If SnSe₂ is held at a fixed cell, how hard does each functional push to change its size, and where in the layered crystal does that push arise? As I roughly recall, the measured edges are 3.8 and 6.1 Å, so this cell is close to the real one. Stress left in it is therefore a first measure of how far a functional misjudges the size of the crystal, though the atoms inside the cell are held in place and part of the stress would change if they relaxed. Three rough magnitudes help in reading the numbers: 1 GPa is worth about 1 % in the plane of the layers, about 3 % across them, and thermal motion at room temperature supplies somewhat less than 1 GPa.

GPAW 26.7.0, plane-wave PAW DFT without spin polarisation, spin-orbit coupling or dispersion correction, for SnSe₂ with cell and atoms held as given. The cutoff is 600 eV, the k mesh 6 × 6 × 3 and the Fermi-Dirac smearing 0.05 eV. Pressure and stress are positive in compression; xx lies in the plane of the layers and zz across them.

```
functional                                           potentials  pressure (GPa)  stress xx (GPa)  stress zz (GPa)
    r2SCAN                 GPAW-PAW-data-sets-(gpaw-data-1.2.1)           3.520            3.020            4.500
      BP86  PAW-data-sets-made-by gpaw-setup-for-the-functional           5.870            5.520            6.570
       MS2                 GPAW-PAW-data-sets-(gpaw-data-1.2.1)           2.500            1.930            3.630
    PBEint  PAW-data-sets-made-by gpaw-setup-for-the-functional           3.170            2.510            4.510
      SCAN                 GPAW-PAW-data-sets-(gpaw-data-1.2.1)           3.190            2.690            4.170
        WC  PAW-data-sets-made-by gpaw-setup-for-the-functional           2.570            1.980            3.740
    r4SCAN                 GPAW-PAW-data-sets-(gpaw-data-1.2.1)           3.270            2.780            4.250
   revTPSS                 GPAW-PAW-data-sets-(gpaw-data-1.2.1)           2.920            2.140            4.490
```

All pressures are positive, so every functional here would expand the cell if the atoms kept their relative places in it, and the lowest value is still 2.5 GPa. An exact functional would not give zero either. If the cell is that of room temperature, thermal motion has already swollen it, and a calculation with atoms at rest should show a slightly negative pressure. That correction makes the disagreement a little worse for every row.

The first row, r2SCAN, shows what the stress consists of. Stress xx, in the plane, is 3.02 GPa, and stress zz, across the layers, is 4.50 GPa. It is tempting to blame the larger value on the gap between layers, since no dispersion attraction was added. But the selenium atoms are not at rest in this cell: each feels a force along z of 0.48 eV/Å, and that force enters stress zz as well.

The two contributions can be separated. Let $F$ be the size of the force on each Se atom, $h$ its height above the Sn plane and $V$ the cell volume. Stretching the whole cell by a small strain $\epsilon$ along z moves each of the two Se atoms away from the Sn plane by $\epsilon h$. Moving rigid layers apart by the same total amount leaves $h$ alone. The two deformations differ in energy by the work $2Fh\epsilon$, and so in stress by

$$\Delta\sigma = \frac{2Fh}{V}.$$

The height follows from the Sn–Se contact $d$ and the in-plane edge $a$, because Se sits over the centre of a triangle of Sn atoms: $h=\sqrt{d^2-a^2/3}=1.53$ Å. With $V = 3\times25.73 = 77.2$ Å³, r2SCAN gives $2\times0.484\times1.528/77.2 = 0.0192$ eV/Å³, or 3.1 GPa. If the force points outward, away from the Sn plane, only $4.50-3.07=1.43$ GPa is left as a push between the layers. Two thirds of stress zz would then come from a layer that wants to be thicker.

The direction of the force has to be argued, because the results do not show which Se atom lies above the Sn plane. An inward force would require the layers to repel each other with 6 to 11 GPa, depending on the functional. For a soft, weakly bound gap that would mean an expansion of tens of per cent, which is hard to believe in a cell so close to the measured one. An outward force leaves less than 2 GPa in every row, a reasonable size for a missing dispersion attraction.

A simple picture of the bonds can be tried as a further test. Suppose that the six Sn–Se bonds around each Sn atom act as compressed springs. Their octahedron is nearly regular, so they should push almost equally in all directions, and the stress inside the layer along z predicts the stress in the plane. Over all eight rows this parameter-free model misses the computed in-plane stress by 1.3 GPa (root mean square) for outward forces and by 2.5 GPa for inward ones.

This gives little real support. The model leaves out the in-plane push of the slanted Se–Se contacts across the gap. That push is small when the layers repel weakly but sizeable for the 6 to 11 GPa of the inward choice, so including it is expected to remove much or all of the outward advantage. The direction therefore rests on the plausibility argument above. With outward forces the model predicts too much in-plane stress in every row, reproduces the order of the functionals poorly, and for revTPSS does worse than the inward choice. Something beyond simple springs holds the layer together in its plane, and these numbers do not identify it. The output below lists both versions row by row.

The second row, BP86, is the one clear outlier. Its pressure of 5.87 GPa lies 2.35 GPa above the next highest, and its Se force, 0.77 eV/Å, is also the largest. Theory offers a familiar reason. When atoms move apart, the density between them falls and varies more steeply relative to its own size. The exchange part of BP86 rewards such steep variation strongly, so it favours long bonds.

The next two rows show that a higher rung is not by itself the remedy. MS2 is a meta-GGA, which also uses the kinetic-energy density of the electrons and can thereby tell different kinds of bond apart. PBEint is a GGA like BP86, using only the density and its gradient, but it rewards gradients less where the density varies slowly. As that design leads one to expect, its pressure is well below that of BP86: 3.17 GPa, within the range of the five meta-GGAs, 2.50 to 3.52 GPa. The two GGAs also differ in correlation, so exchange need not account for the whole step. For the pressure, the choice within the GGA rung thus matters more here than the step up to the next rung, a verdict that rests on BP86 alone. The Se force does sort by rung, if narrowly: it is at most 0.55 eV/Å in the meta-GGAs and at least 0.56 eV/Å in the GGAs. The comparison isn't perfectly clean, since the GGAs use potentials made for each functional and the meta-GGAs use a shipped set, normally generated with another functional. What this does to the stress was not tested.

SCAN and WC come next, and WC holds the most useful warning in the table. WC is a GGA whose gradient term is also weaker than that of BP86, though unlike PBEint it holds back mainly where the density varies moderately fast rather than slowly, and its pressure is practically that of MS2, 2.57 against 2.50 GPa. Stress xx and stress zz also agree to about 0.1 GPa. Yet the Se force is 0.58 eV/Å in WC and only 0.35 eV/Å in MS2. Two functionals can therefore leave the same stress in the cell and still disagree about the structure inside it.

With outward forces, the disagreement has a simple reading. MS2 has the least strained layer but still pushes neighbouring layers apart with 1.4 GPa. WC wants a distinctly thicker layer and leaves almost no push across the gap. This does not mean that WC contains dispersion: a GGA has no long-range attraction of that kind. More probably, too much attraction where the layers' densities overlap stands in for it, a cancellation that should not be relied on at other spacings.

The last two rows show how little some choices matter and how much an average can hide. r4SCAN, SCAN and r2SCAN lie within 0.33 GPa of one another, worth a few tenths of a per cent in the plane and about 1 % across the layers. Where that is close enough, choosing among these three can rest on numerical convenience. revTPSS has an unremarkable pressure of 2.92 GPa, but this averages a low stress xx of 2.14 GPa with a stress zz as high as that of r2SCAN. For a layered crystal the separate components are worth more than the pressure.

What follows depends on the purpose. For in-plane edges good to about 1 %, BP86 is the first choice to doubt: with Se held in place, its stress xx exceeds that of every other row by about 2.5 GPa or more. This is not yet an error in the edge. If Se moves outward, the Sn–Se bonds lengthen and stress xx falls too. In the spring picture it falls by about as much as the Se force term in the output, which is largest for BP86. In every row but BP86 that term is larger than stress xx itself. That estimate is probably an upper limit: with springs along the bonds alone the layer could change its width at no cost once Se follows, whereas the real layer is stiff in its plane. The push in the plane is expected to fall once Se is relaxed, but how far, and whether it changes sign in any row, is not settled here. The lead of BP86 would then shrink, and the order of the other seven, whose stress xx spans about 1 GPa, could change. Differences in pressure of 0.1 GPa or less, such as those between MS2 and WC or PBEint and SCAN, should decide nothing, because the convergence of the stress with cutoff and k mesh was not tested.

For any length, in the plane or across the layers, the Se atoms should therefore be relaxed before the stress is turned into a strain. From the rough frequency of their vibration along z, they would move by 0.04 to 0.08 Å, depending on the functional. If they move outward, the gap narrows by twice that distance and the layers repel more strongly, by some tenths of a GPa on the rough stiffness given at the start, so the interlayer push found above belongs only to the present positions. Dispersion should then be tested as a separate step, with a correction matched to the functional, because the push it has to balance differs from one functional to the next. With WC, which leaves little to balance at the present positions, an added attraction could pull the layers too close, unless the repulsion gained when Se relaxes makes up for it.

The costs can be judged only from scaling, as no timings are at hand. GGAs and meta-GGAs grow in the same way with the size of the cell; the kinetic-energy density adds work to each step, and meta-GGAs may need more steps to converge. Relaxing Se in the fixed cell involves a single free coordinate, its height, and typically takes a handful of force calculations. A common correction for dispersion adds little to any of them. For this crystal, a restrained GGA with relaxed atoms and a tested dispersion correction is a sensible inexpensive start, and a meta-GGA treated in the same way is a useful check on it.

The analysis program printed:

```
Height of Se above the Sn plane, A: 1.528
Lowest pressure of all rows, GPa: 2.5
BP86 pressure less the next highest, GPa: 2.35
Spread of pressure among the three GGAs, GPa: 3.3
Spread of pressure among the five meta-GGAs, GPa: 1.02
Spread of pressure among SCAN, r2SCAN and r4SCAN, GPa: 0.33
Smallest excess of zz over in-plane stress, GPa: 1.05
Largest excess of zz over in-plane stress, GPa: 2.35
Stress along z split by the work of the Se forces, GPa:
      row  Se force term  interlayer push if Se forces point outward  interlayer push if inward
   r2SCAN          3.069                                       1.431                      7.569
     BP86          4.863                                       1.707                      11.43
      MS2          2.229                                       1.401                      5.859
   PBEint          3.565                                      0.9453                      8.075
     SCAN          2.928                                       1.242                      7.098
       WC          3.692                                     0.04839                      7.432
   r4SCAN          3.029                                       1.221                      7.279
  revTPSS          3.491                                      0.9992                      7.981
In-plane stress from central bonds, GPa:
      row  computed  outward model  inward model
   r2SCAN      3.02          3.919        0.7272
     BP86      5.52          5.921        0.8624
      MS2      1.93          3.033        0.7146
   PBEint      2.51          4.182        0.4744
     SCAN      2.69          3.675        0.6301
       WC      1.98          3.851       0.01085
   r4SCAN      2.78          3.769        0.6189
  revTPSS      2.14          4.133        0.5025
Rms miss of the outward model, GPa: 1.342
Rms miss of the inward model, GPa: 2.451
Mean excess of the outward model over the computed stress, GPa: 1.239
Rank correlation of outward model and computed in-plane stress: 0.4762
Rough smallest shift of Se on relaxation at fixed cell, A: 0.03726
Rough largest shift of Se on relaxation at fixed cell, A: 0.08129
Rough in-plane strain for 1 GPa, percent: 1
Rough strain along z for 1 GPa, percent: 3.333
Rough thermal pressure at 300 K, GPa: 0.7244
```
